**Margin comments on the polarisation lattice of cubic LaAlO$_3$: the zero-field assumption**

**At "the lattice maps onto itself".** The formal polarisation of an insulator is the set $\mathbf P_0+e\mathbf R/V$, with $\mathbf R$ a lattice vector, $V$ the cell volume and $e>0$. Invariance under a point operation $g$ means that $(1-g)\mathbf P_0$ is one of the vectors $e\mathbf R/V$. Where $1-g$ is invertible, it admits $|\det(1-g)|$ classes of $\mathbf P_0$. Inversion in three dimensions gives 8 classes, $\mathbf P_0=e\mathbf R/2V$. A threefold axis in two dimensions gives 3, which are thirds of a quantum. On a simple cubic lattice the $[111]$ axis equates the three components, and only $0$ and $(e/2a^2)(1,1,1)$ survive.

**At "LaAlO$_3$ is in the half class".** Put La at the origin, Al at the body centre and O at the face centres. Assign the valence Wannier functions to closed O shells, whose mean centre the site inversion fixes on the nucleus. The point charges are then the formal $+3,+3,-2$, and each component of the dipole, in units of $ea$, is $3\cdot0+3\cdot\frac12-2(\frac12+\frac12+0)=-\frac12$. With a typical pseudocubic $a\approx3.79$ Å, $e/2a^2=55.8\ \mu$C/cm$^2$.

**Where the field is assumed away.** The invariance needs $g$ to carry the occupied states into themselves, hence $[H,g]=0$. A macroscopic field adds $+e\,\mathbf E\cdot\mathbf r$ per electron, which is odd under inversion. What remains is covariance: $g$ maps the lattice at $\mathbf E$ onto the lattice at $g\mathbf E$. Follow one branch, $\mathbf P(\mathbf E)=\mathbf P_0+\Delta\mathbf P(\mathbf E)$ with $\Delta\mathbf P(0)=0$, at fixed cell shape. Then $g\mathbf P(\mathbf E)-\mathbf P(g\mathbf E)$ is a quantum. Being continuous it is constant, equal to $g\mathbf P_0-\mathbf P_0$. Subtracting gives
$$g\,\Delta\mathbf P(\mathbf E)=\Delta\mathbf P(g\mathbf E).$$
Inversion makes $\Delta\mathbf P$ odd, so no $E^2$ term occurs. Cubic symmetry makes the linear coefficient a scalar. For $\mathbf E\parallel z$ the fourfold axis survives, with $\det(1-g)=2$ in the plane. So $(P_x,P_y)$ stays at $(\frac12,\frac12)$ quanta and only $P_z$ is released. An infinite crystal in a field has no ground state, and the branch describes the long-lived state before interband tunnelling.

**The first correction, electrons.** At clamped ions and for independent electrons, a valence state acquires $|\delta v\rangle=-eE\sum_c|c\rangle z_{cv}/(\epsilon_c-\epsilon_v)$. Mixing among occupied states cancels in the total. Its centre shifts by $2\,\mathrm{Re}\langle v|z|\delta v\rangle$. Multiply by $-e$, sum over occupied states per volume, and use $z_{cv}=i\langle u_{c\mathbf k}|\partial_{k_z}u_{v\mathbf k}\rangle$:
$$\Delta P_{\rm el}=2e^2E\int\!\frac{d^3k}{(2\pi)^3}\sum_{v,c}\frac{|\langle u_{c\mathbf k}|\partial_{k_z}u_{v\mathbf k}\rangle|^2}{\epsilon_{c\mathbf k}-\epsilon_{v\mathbf k}} ,$$
with spin counted in $v$. Local-field and interaction effects alter the coefficient. The full one defines $\varepsilon_0(\varepsilon_\infty-1)$.

**The first correction, ions.** Give each polar zone-centre mode $m$ an amplitude $u_m$, a zero-field stiffness $K_m$ and a Born mode charge $Z_m^*e$ along $z$. The enthalpy per cell, $\frac12K_mu_m^2-Z_m^*e\,u_mE$, is least at $u_m=Z_m^*eE/K_m$. The dipole is $Z_m^*e\,u_m$, so $\Delta P_{\rm ion}=(e^2E/V)\sum_m Z_m^{*2}/K_m\equiv\varepsilon_0(\varepsilon-\varepsilon_\infty)E$. Together,
$$P_z=P_{0}+\frac{ne}{a^2}+\varepsilon_0(\varepsilon-1)E+O(E^3).$$
The spacing of the lattice is untouched and its offset slides.

**Inputs.** Typical values: static $\varepsilon\approx24$, $\varepsilon_\infty\approx4$, gap $\Delta\approx5.6$ eV. The crystal is typically cubic only above roughly 800 K. These values belong to the tilted rhombohedral phase and are assumed here for the cubic cell. The numbers below are the model's.

**Size between electrodes.** In a capacitor the voltage sets $E$. An assumed 1 MV/cm gives $\Delta P=2.0\ \mu$C/cm$^2$, about 4 % of the half quantum.

**Size in an uncompensated slab.** Take a (001) slab in vacuum, $N$ cells, LaO at the bottom and AlO$_2$ on top, with no free charge. The neutral unit LaO$^+$/AlO$_2^-$ tiles it without remainder, which selects the branch $P_0=-e/2a^2$. With no field outside, $D_z=0$, so $\varepsilon_0E+P_0+\varepsilon_0(\varepsilon-1)E=0$ and
$$E=\frac{e}{2a^2\varepsilon\varepsilon_0},\qquad \Delta P=\Big(1-\frac1\varepsilon\Big)|P_0|,\qquad P=\frac{P_0}{\varepsilon}.$$
This gives $E=26$ MV/cm, or 1.0 V per cell. The correction is $53\ \mu$C/cm$^2$, 96 % of $|P_0|$, of which 7.0 is electronic and 46 ionic. The remainder is $P=-2.3\ \mu$C/cm$^2$. The field that breaks the symmetry is here produced by the half quantum itself.

**Is the linear term enough there?** The ionic dipole per cell is $[(\varepsilon-\varepsilon_\infty)/\varepsilon]\,ea/2$. A rigid shift of both cations, formal charge $6e$, against oxygen needs 0.26 Å to supply it, 7 % of $a$, so the harmonic treatment is doubtful. The damage is uneven, because $\Delta P=|P_0|-\varepsilon_0E$ holds at any order. If saturation lowered the chord permittivity $1+\Delta P/\varepsilon_0E$ to an assumed 16, the ratio would move only to 94 %. The field would rise to 39 MV/cm and the remainder would become $-3.5\ \mu$C/cm$^2$. The ratio is robust, while the field and the remainder scale as the inverse chord permittivity.

**How the half quantum returns.** Assume that the surface band edges keep the bulk gap, and ignore offsets of order half a cell. The top valence edge meets the bottom conduction edge at $N_c=2a\varepsilon\varepsilon_0\Delta/e^2\approx5.6$. Beyond it electrons cross, the drop is pinned, and $E=\Delta/eNa$. Gauss's law gives the transferred charge per area, $\sigma=|P_0|-\varepsilon\varepsilon_0E=|P_0|(1-N_c/N)$, while
$$\frac{\Delta P}{|P_0|}=\Big(1-\frac1\varepsilon\Big)\frac{N_c}{N}.$$
At $N=20$ the model's correction is still $15\ \mu$C/cm$^2$, or 27 %. As $N\to\infty$ the field vanishes, inversion is restored in the interior, and $\sigma\to e/2a^2$, half an electron per surface cell. Real films have further compensating channels, such as surface oxygen vacancies and adsorbates. Internal fields in thin LaAlO$_3$ films on SrTiO$_3$ are typically below about 10 MV/cm, so the uncompensated model overshoots them by more than a factor of two, and its $\Delta P$ is too large in the same proportion.